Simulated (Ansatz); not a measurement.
The dipole moment down a group: C to Ge

One atom is swapped for its congeners: CH6GeS `C[S][GeH3]`; GeSiH6S `[SiH3][S][GeH3]`; Ge2H6S (digermathiane) `[GeH3][S][GeH3]`. All are singlets with charge 0.

Shapes, held fixed at every level: PBE0-D4/def2-TZVP. Programs: Ansatz 0.2.0. Values in D.

| level | CH6GeS | GeSiH6S | Ge2H6S |
| --- | --- | --- | --- |
| PBE-D4/def2-TZVPP | 1.36 | 1.08 | 1.13 |
| r2SCAN-D4/def2-TZVPP | 1.45 | 1.15 | 1.22 |
| B3LYP-D4/def2-TZVPP | 1.38 | 1.12 | 1.18 |
| wB97M-V/def2-TZVPP | 1.39 | 1.16 | 1.23 |

At wB97M-V/def2-TZVPP the dipole moment isn't monotonic: it is largest for C and smallest for Si (1.39 and 1.16 D). Every level shows the same order. Relativity is left out for Ge unless named.

Replacing the methyl group by silyl or germyl lowers the dipole moment, although silicon and germanium form more polar bonds to sulfur than carbon does. The total moment is therefore no measure of the polarity of the bond being changed. In a methyl group the hydrogens are slightly positive, so the C–H bond dipoles reinforce the moment pointing towards sulfur. In silyl and germyl groups the hydrogens are hydridic and pull charge to the outer side of the group, which offsets much of the M–S polarity. Donation from the sulfur lone pair into M–H antibonding orbitals probably lowers the moment further.

The small rise from silicon to germanium fits the irregular electronegativity trend in this group: germanium, with its poorly shielding filled 3d shell, holds its valence electrons more tightly, so its hydrogens are probably less hydridic and the cancellation weaker. This step is comparable to the spread between functionals, but its sign is the same in every row. Total moments alone cannot separate the bond, lone-pair and delocalisation contributions.
